\subsection*{Conventions}

\paragraph{1. Axes, units, inputs.}
A point charge $q$ sits at the centre of an empty sphere of radius $R$. Outside is a linear, local, infinite dielectric with $\mathbf D=\varepsilon_0\,\boldsymbol\varepsilon\mathbf E$ and $\boldsymbol\varepsilon=\mathrm{diag}(\varepsilon_\perp,\varepsilon_\perp,\varepsilon_\parallel)$. The labels refer to the optic axis $z$, so in hexagonal boron nitride (hBN) $\varepsilon_\perp$ acts within the layers and $\varepsilon_\parallel$ along $c$. Papers on two-dimensional materials often use the labels the other way round. The unit vector $\mathbf n$ points out of the cavity, $\mu=n_z$, and $\langle\cdot\rangle$ is the average over directions. $\Delta G$ is the work of charging in the cavity minus that in vacuum. The inputs are typical static values, $\varepsilon_\perp\approx6.9$ and $\varepsilon_\parallel\approx3.5$, with $q=e$, and an illustrative $R=0.40$ nm, chosen a little larger than the typical layer spacing of about $0.33$ nm. Every energy below is the model's. Energies are in eV, with the final value also in joules.

\subsection*{Estimate by hand}

\paragraph{2. Straight field lines.}
Gauss's law fixes the flux of $\mathbf D$. The simplest guess lets it leave along straight lines, equally in all directions, $\mathbf D=q\mathbf n/4\pi r^2$. The energy density is $\mathbf D\cdot\boldsymbol\varepsilon^{-1}\mathbf D/2\varepsilon_0$, and each axis gets one third of $\langle n_i^2\rangle$. The $1/\varepsilon$ of Born's formula (1920) is then replaced by the mean of the three inverse permittivities. With $7$, $7$ and $3.5$,
\begin{equation}
\frac1\varepsilon\approx\frac13\Big(\frac17+\frac17+\frac1{3.5}\Big)=0.19\approx0.2 .
\end{equation}
With $e^2/4\pi\varepsilon_0\approx1.44$ eV nm the prefactor $e^2/8\pi\varepsilon_0R$ is $1.8$ eV, and
\begin{equation}
\Delta G\approx-1.8\times0.8\ \mathrm{eV}=-1.44\ \mathrm{eV}.
\end{equation}
The sign of the miss is known beforehand. The true field has the least energy among all fields with $\nabla\cdot\mathbf D$ given (Thomson's theorem), and the guess is one such field. The true $\Delta G$ is therefore more negative than the unrounded estimate.

\subsection*{Careful calculation}

\paragraph{3. The exterior Green function.}
The solution of $-\nabla\cdot\boldsymbol\varepsilon\nabla G_e=\delta(\mathbf r)$ follows from $\mathbf r'=\boldsymbol\varepsilon^{-1/2}\mathbf r$. The operator becomes the Laplacian and $\delta(\mathbf r)=\delta(\mathbf r')/\sqrt{\det\boldsymbol\varepsilon}$, so
\begin{equation}
G_e(\mathbf r)=\frac{1}{4\pi\sqrt{\det\boldsymbol\varepsilon}\,\sqrt{\mathbf r\cdot\boldsymbol\varepsilon^{-1}\mathbf r}}=\frac{g(\mathbf n)}{4\pi r}.
\label{Ge}
\end{equation}
The potential of an embedded charge is $qG_e/\varepsilon_0$. On the axis $g=1/\varepsilon_\perp$, and in the plane $g=1/\sqrt{\varepsilon_\perp\varepsilon_\parallel}$, so the potential is screened best along the direction of the smaller permittivity. Since $g$ varies, $qG_e/\varepsilon_0$ is not constant on a sphere and is not the exterior potential of the cavity problem, except far away.

\paragraph{4. Why a uniform layer still gives a constant potential.}
Define $(S_ef)(\mathbf x)=\oint G_e(\mathbf x-\mathbf s)f(\mathbf s)\,dS$ and take $f=1$ with $\mathbf x$ anywhere inside. A line through $\mathbf x$ with direction $\mathbf u$ meets the sphere at distances $s_1$ and $s_2$ and makes the same angle $\chi$ with the normal at both ends. A cone $d\Omega$ cuts the areas $s_i^2\,d\Omega/\cos\chi$. Because $g$ is even, the two ends contribute together
\begin{equation}
\frac{g(\mathbf u)}{4\pi}\,\frac{s_1+s_2}{\cos\chi}\,d\Omega=\frac{g(\mathbf u)}{4\pi}\,2R\,d\Omega ,
\end{equation}
since a chord has length $2R\cos\chi$. The position $\mathbf x$ has dropped out. Summing over half of the directions gives
\begin{equation}
S_e1=R\langle g\rangle\equiv\frac{R}{\varepsilon_{\rm eff}} ,
\label{Se}
\end{equation}
inside and, by continuity, on the surface. The proof uses only that $G_e$ is even and homogeneous of degree $-1$, so it holds for biaxial crystals too.

\paragraph{5. Matching at the wall.}
Spread a free charge $q$ uniformly over the sphere in the unbroken medium. By \eqref{Se} its potential on and inside the sphere is $\phi_0=q/4\pi\varepsilon_0\varepsilon_{\rm eff}R$. The field inside is zero, so just outside $D_n=q/4\pi R^2$ at every point. Keep this exterior field and put $q/4\pi\varepsilon_0r+\phi_{\rm r}$ inside, with $\phi_{\rm r}$ constant. Its $D_n$ at the wall is also $q/4\pi R^2$, and the potential is continuous if $\phi_{\rm r}=\phi_0-q/4\pi\varepsilon_0R$. Both conditions hold everywhere, and the solution is unique. The reaction potential grows linearly with the charge, so charging gives $\tfrac12q\phi_{\rm r}$:
\begin{equation}
\Delta G=-\frac{q^2}{8\pi\varepsilon_0R}\Big(1-\frac1{\varepsilon_{\rm eff}}\Big).
\label{Born}
\end{equation}

\paragraph{6. The same step in the integral equation.}
The integral equation formalism of Canc\`es, Mennucci and Tomasi (1997) represents the reaction potential in the cavity as $S_i\sigma/\varepsilon_0$, where $S_i$ has the vacuum kernel $1/4\pi r$. Let $D_e$ have the kernel $\mathbf n'\cdot\boldsymbol\varepsilon\nabla'G_e$, and let $D_i^*$ have the normal derivative of the vacuum kernel at the field point. Green's identity outside gives $(\tfrac12-D_e)\phi=S_eD_n/\varepsilon_0$ on the wall. Inserting $\phi=\phi_M+S_i\sigma/\varepsilon_0$ and $D_n=-\varepsilon_0\partial_n\phi_M-(\tfrac12+D_i^*)\sigma$, with $\phi_M$ the vacuum potential of the solute, yields
\begin{equation}
\big[(\tfrac12-D_e)S_i+S_e(\tfrac12+D_i^*)\big]\frac{\sigma}{\varepsilon_0}=-(\tfrac12-D_e)\phi_M-S_e\,\partial_n\phi_M .
\end{equation}
On the constant function $S_i1=R$, $D_i^*1=-\tfrac12$, $D_e1=-\tfrac12$ by Gauss's law, and $S_e1$ is \eqref{Se}. All four operators map constants to constants, so
\begin{equation}
\sigma=-\frac{q}{4\pi R^2}\Big(1-\frac1{\varepsilon_{\rm eff}}\Big).
\label{sigma}
\end{equation}
This makes a sharp test of a discretised code, since any variation of $\sigma$ over the sphere comes from the mesh.

\paragraph{7. The angular integral.}
With $\mathbf n\cdot\boldsymbol\varepsilon^{-1}\mathbf n=(1-\mu^2)/\varepsilon_\perp+\mu^2/\varepsilon_\parallel$,
\begin{equation}
\frac1{\varepsilon_{\rm eff}}=\frac1{\sqrt{\varepsilon_\perp\varepsilon_\parallel}}\int_0^1\frac{d\mu}{\sqrt{1+(\varepsilon_\perp/\varepsilon_\parallel-1)\mu^2}} .
\end{equation}
The sign of the bracket selects the function:
\begin{equation}
\frac1{\varepsilon_{\rm eff}}=
\begin{cases}
\dfrac{\arcsin\sqrt{1-\varepsilon_\perp/\varepsilon_\parallel}}{\sqrt{\varepsilon_\perp(\varepsilon_\parallel-\varepsilon_\perp)}}, & \varepsilon_\parallel>\varepsilon_\perp,\\[3ex]
\dfrac{\operatorname{arsinh}\sqrt{\varepsilon_\perp/\varepsilon_\parallel-1}}{\sqrt{\varepsilon_\perp(\varepsilon_\perp-\varepsilon_\parallel)}}, & \varepsilon_\perp>\varepsilon_\parallel .
\end{cases}
\label{eff}
\end{equation}
Both tend to $1/\varepsilon$ in the isotropic limit. hBN needs the second line. With $\eta^2=1-\varepsilon_\parallel/\varepsilon_\perp$ it reads $\operatorname{artanh}(\eta)/(\varepsilon_\perp\eta)$.

\paragraph{8. A second average with the same value.}
The elementary integral $\int_0^1d\mu/[\varepsilon_\perp(1-\eta^2\mu^2)]$ is also $\operatorname{artanh}(\eta)/(\varepsilon_\perp\eta)$, so
\begin{equation}
\frac1{\varepsilon_{\rm eff}}=\Big\langle\frac1{\mathbf n\cdot\boldsymbol\varepsilon\,\mathbf n}\Big\rangle .
\label{avg}
\end{equation}
There is a physical reason. The wall is an equipotential, so $\mathbf E$ is normal there and $E_n=q/(4\pi\varepsilon_0R^2\,\mathbf n\cdot\boldsymbol\varepsilon\mathbf n)$. By reciprocity, the mean of the exterior potential over a sphere $r>R$ equals the potential that the same charge spread on that sphere produces on the shell $R$, and by \eqref{Se} this is $q/4\pi\varepsilon_0\varepsilon_{\rm eff}r$. The mean radial field thus falls exactly as $1/r^2$, and its value at $R$ gives \eqref{avg}.

\paragraph{9. Apparent charge is not bound charge.}
The bound charge on the wall is $-\mathbf P\cdot\mathbf n=-(q/4\pi R^2)\,[1-1/(\mathbf n\cdot\boldsymbol\varepsilon\mathbf n)]$. The bracket runs from $0.714$ at the poles to $0.855$ at the equator. By \eqref{avg} its mean is that of \eqref{sigma}. In an anisotropic medium $\nabla\cdot\mathbf D=0$ does not force $\nabla\cdot\mathbf P=0$, so bound charge also fills the volume. It is neutral in every spherical shell, by comment 8, and inside the cavity it cancels the multipoles $l\ge2$ of the wall charge. The uniform $\sigma$ stands for both, and it gives the potential inside the cavity only.

\paragraph{10. The exterior potential.}
In the scaled coordinates the sphere is a prolate spheroid of eccentricity $\eta$. With $\rho^2=x^2+y^2$ and $\lambda\ge0$ the root of $\rho^2/(R^2+\varepsilon_\perp\lambda)+z^2/(R^2+\varepsilon_\parallel\lambda)=1$,
\begin{equation}
\phi=\frac{q}{4\pi\varepsilon_0R\,\varepsilon_\perp\eta}\operatorname{artanh}\frac{\eta R}{\sqrt{R^2+\varepsilon_\parallel\lambda}} .
\end{equation}
At $\lambda=0$ this is $\phi_0$. On the axis the square root equals $z$, and differentiation gives
\begin{equation}
\frac{4\pi z^2D_z}{q}=\frac{\varepsilon_\parallel/\varepsilon_\perp}{1-\eta^2R^2/z^2}.
\label{flux}
\end{equation}

\paragraph{11. Numbers.}
Here $\eta=0.7020$, $\operatorname{artanh}\eta=0.8712$ and $\varepsilon_\perp\eta=4.844$, so $1/\varepsilon_{\rm eff}=0.1799$ and $\varepsilon_{\rm eff}=5.56$. The apparent charge is $-0.820\,e$, or $\sigma=-0.0654$ C\,m$^{-2}$. With the prefactor $1.800$ eV,
\begin{equation}
\Delta G=-1.476\ \mathrm{eV}=-2.365\times10^{-19}\ \mathrm J .
\end{equation}
The later digits belong to the arithmetic of the model and serve the comparison that follows.

\subsection*{Why the two differ}

\paragraph{12. The ledger.}
The estimate lies $0.036$ eV above the model's value, $2.5$ per cent of it. The steps are:
\begin{center}
\begin{tabular}{lr}
step & eV\\\hline
hand estimate & $-1.4400$\\
undo the rounding of $4/21$ to $0.2$ & $-0.0171$\\
$\varepsilon_\perp=6.9$ for $7$, unrounded prefactor & $0.0025$\\
true field for straight isotropic lines & $-0.0216$\\\hline
careful result & $-1.4762$
\end{tabular}
\end{center}
The first two corrections are arithmetic. Only the third is physics.

\paragraph{13. Why the gap is small.}
The vacuum term in \eqref{Born} does not depend on the medium. A relative change in $1/\varepsilon_{\rm eff}$ enters $|\Delta G|$ multiplied by $1/(\varepsilon_{\rm eff}-1)=0.22$. The value $0.2$ is $11$ per cent too large, which shrinks to the $2.5$ per cent above. A transfer energy between two dielectrics has no vacuum term and feels the choice of mean in full.

\paragraph{14. Where the physical part comes from.}
The estimate averages $\mathbf n\cdot\boldsymbol\varepsilon^{-1}\mathbf n$, while \eqref{avg} averages $1/(\mathbf n\cdot\boldsymbol\varepsilon\mathbf n)$. Multiplying out gives, direction by direction,
\begin{equation}
\mathbf n\cdot\boldsymbol\varepsilon^{-1}\mathbf n-\frac1{\mathbf n\cdot\boldsymbol\varepsilon\mathbf n}
=\frac{(\varepsilon_\perp-\varepsilon_\parallel)^2}{\varepsilon_\perp\varepsilon_\parallel}\,\frac{\mu^2(1-\mu^2)}{\mathbf n\cdot\boldsymbol\varepsilon\mathbf n}\ \ge0 .
\label{diff}
\end{equation}
It vanishes on the axis and in the plane, where $\mathbf D$ and $\mathbf E$ are parallel. In oblique directions a radial $\mathbf D$ carries a tangential $\mathbf E$, which the equipotential wall forbids. The first factor is $0.479$ and $\langle\mu^2(1-\mu^2)\rangle=2/15$. The mean of $\mu^2$ under this weight is $3/7$, where $\mathbf n\cdot\boldsymbol\varepsilon\mathbf n=5.44$. These give $0.0117$, close to the full average $0.0120$, and the full average times the prefactor is the $0.0216$ eV of the ledger.

\paragraph{15. What the lines do instead.}
At the wall the flux is uniform and $\mathbf D$ leans towards the layers. Far away $\mathbf D=-q\boldsymbol\varepsilon\nabla G_e$ is radial but uneven, with $4\pi r^2D_r/q=(\det\boldsymbol\varepsilon)^{-1/2}(\mathbf n\cdot\boldsymbol\varepsilon^{-1}\mathbf n)^{-3/2}$. This is $\sqrt{\varepsilon_\perp/\varepsilon_\parallel}=1.40$ in the plane and $\varepsilon_\parallel/\varepsilon_\perp=0.51$ on the axis. The guess of comment 2 has the right flux at the wall and the right direction at infinity, but misses the rearrangement between them. That happens close in, since \eqref{flux} has already fallen from $1$ to $0.58$ at $z=2R$.

\paragraph{16. Bounds and order of the effect.}
Equation \eqref{diff} places $\varepsilon_{\rm eff}$ above the harmonic mean $\varepsilon_H$. Convexity of $1/x$ in \eqref{avg} places it below the arithmetic mean $\bar\varepsilon=\langle\mathbf n\cdot\boldsymbol\varepsilon\mathbf n\rangle$. Write $\varepsilon_\perp=\bar\varepsilon(1-\delta)$ and $\varepsilon_\parallel=\bar\varepsilon(1+2\delta)$, so that $\mathbf n\cdot\boldsymbol\varepsilon\mathbf n=\bar\varepsilon[1+2\delta P_2(\mu)]$. With $\langle P_2\rangle=0$, $\langle P_2^2\rangle=1/5$ and $\langle P_2^3\rangle=2/35$,
\begin{equation}
\frac{\bar\varepsilon}{\varepsilon_{\rm eff}}=1+\frac45\delta^2-\frac{16}{35}\delta^3+\dots,\qquad
\frac{\bar\varepsilon}{\varepsilon_H}=1+2\delta^2-2\delta^3+\dots
\end{equation}
There is no first-order term, which is why any symmetric mean of the three principal values does well. For these inputs $\delta=-0.197$. The leading difference $\tfrac65\delta^2/\bar\varepsilon=0.0080$ is only about two thirds of $0.0120$, so the series explains the order of the effect but does not replace \eqref{eff}. In $1/\varepsilon$ the exact value lies $0.35$ of the way from the arithmetic to the harmonic mean, against $2/5$ for weak anisotropy.
\begin{center}
\begin{tabular}{lccc}
choice & $\varepsilon$ & $1/\varepsilon$ & $\Delta G$ (eV)\\\hline
arithmetic & $5.77$ & $0.1734$ & $-1.488$\\
equation \eqref{eff} & $5.56$ & $0.1799$ & $-1.476$\\
$(\det\boldsymbol\varepsilon)^{1/3}$ & $5.50$ & $0.1817$ & $-1.473$\\
harmonic & $5.21$ & $0.1919$ & $-1.455$\\
$\sqrt{\varepsilon_\perp\varepsilon_\parallel}$ & $4.91$ & $0.2035$ & $-1.434$
\end{tabular}
\end{center}
The last row, the usual screening constant for charges in one plane, falls outside the bounds here. It is the in-plane value of $1/g$ and is not symmetric in the three axes.

\subsection*{Terms of the same size as the correction}

\paragraph{17. A charge off centre.}
A shift $d$ along axis $i$ adds a dipole $qd$. The exterior solution with dipolar wall values is $x_iI(\lambda)$, where $I=\int_\lambda^\infty dt\,(R^2+\varepsilon_it)^{-1}\prod_j(R^2+\varepsilon_jt)^{-1/2}$. At the wall $I=2L_i/\varepsilon_iR^3$, with $L_i$ the depolarisation factors of the scaled spheroid, and $\nabla\lambda=2R\mathbf n/(\mathbf n\cdot\boldsymbol\varepsilon\mathbf n)$. Then $\mathbf n\cdot\boldsymbol\varepsilon\nabla\phi=-\gamma_i\phi/R$ with $\gamma_i=\varepsilon_i(1-L_i)/L_i$. Matching to a dipole plus a uniform field inside gives, to order $d^2$,
\begin{equation}
\delta G_i=-\frac{q^2}{8\pi\varepsilon_0R}\,f_i\,\frac{d^2}{R^2},\qquad f_i=\frac{\gamma_i-2}{\gamma_i+1}.
\end{equation}
For an isotropic medium $\gamma=2\varepsilon$, and $f$ is Onsager's factor. The quadrupole of the shifted charge does not couple to the monopole, whose reaction potential is constant. Here $L_\parallel=(1-\eta^2)\eta^{-2}(\operatorname{artanh}\eta/\eta-1)=0.248$ and $L_\perp=(1-L_\parallel)/2=0.376$, so $f_\parallel=0.742$ and $f_\perp=0.759$. A shift of $0.05$ nm in either direction gives $-0.021$ eV, as large as the physical line of the ledger.

\paragraph{18. A nearby surface.}
hBN is mostly used as thin flakes. For a charge at depth $h\gg R$ under a basal face with vacuum beyond, scaling $z$ by $\sqrt{\varepsilon_\perp/\varepsilon_\parallel}$ turns the problem into an isotropic one with $\varepsilon_s=\sqrt{\varepsilon_\perp\varepsilon_\parallel}$. The image has strength $k=(\varepsilon_s-1)/(\varepsilon_s+1)=0.662$, lies on the axis at distance $2h$, and is screened there by $\varepsilon_\perp$. It raises the energy by $kq^2/16\pi\varepsilon_0\varepsilon_\perp h$, which is $0.017$ eV at $h=2$ nm.

\paragraph{19. The permittivities.}
Moving $\varepsilon_\parallel$ from $3.0$ to $4.0$ moves $\Delta G$ from $-1.461$ to $-1.489$ eV. If the charge appears faster than the lattice can follow, only electrons screen. Typical electronic values $\varepsilon_\perp\approx4.9$ and $\varepsilon_\parallel\approx2.9$ give $\varepsilon_{\rm eff}=4.14$ and $\Delta G=-1.365$ eV, so the lattice contributes $-0.111$ eV, about five times the correction of comment 14.

\paragraph{20. The radius, and what the number means.}
$\Delta G$ scales as $1/R$. Radii of $0.35$ and $0.45$ nm give $-1.69$ and $-1.31$ eV. On the scale of one layer spacing a layered crystal has no sharp wall and no local permittivity, so $R$ is not defined more closely than that. Microscopic screening typically sets in more weakly at short range than the macroscopic tensor implies, which at fixed $R$ would make the true polarisation energy smaller in magnitude. The model also omits all bonding and polarisation inside $R$, so its energy is not a defect formation energy or an insertion energy of hBN and has no single typical counterpart in the material. What it supports is $\varepsilon_{\rm eff}\approx5.6$ for the stated inputs and a model value $\Delta G\approx-1.5$ eV, or $-2.4\times10^{-19}$ J, with a spread of about $0.2$ eV from the radius alone. At that level the hand estimate and the careful result cannot be told apart, and \eqref{eff} matters for differences at fixed cavity and for testing anisotropic codes.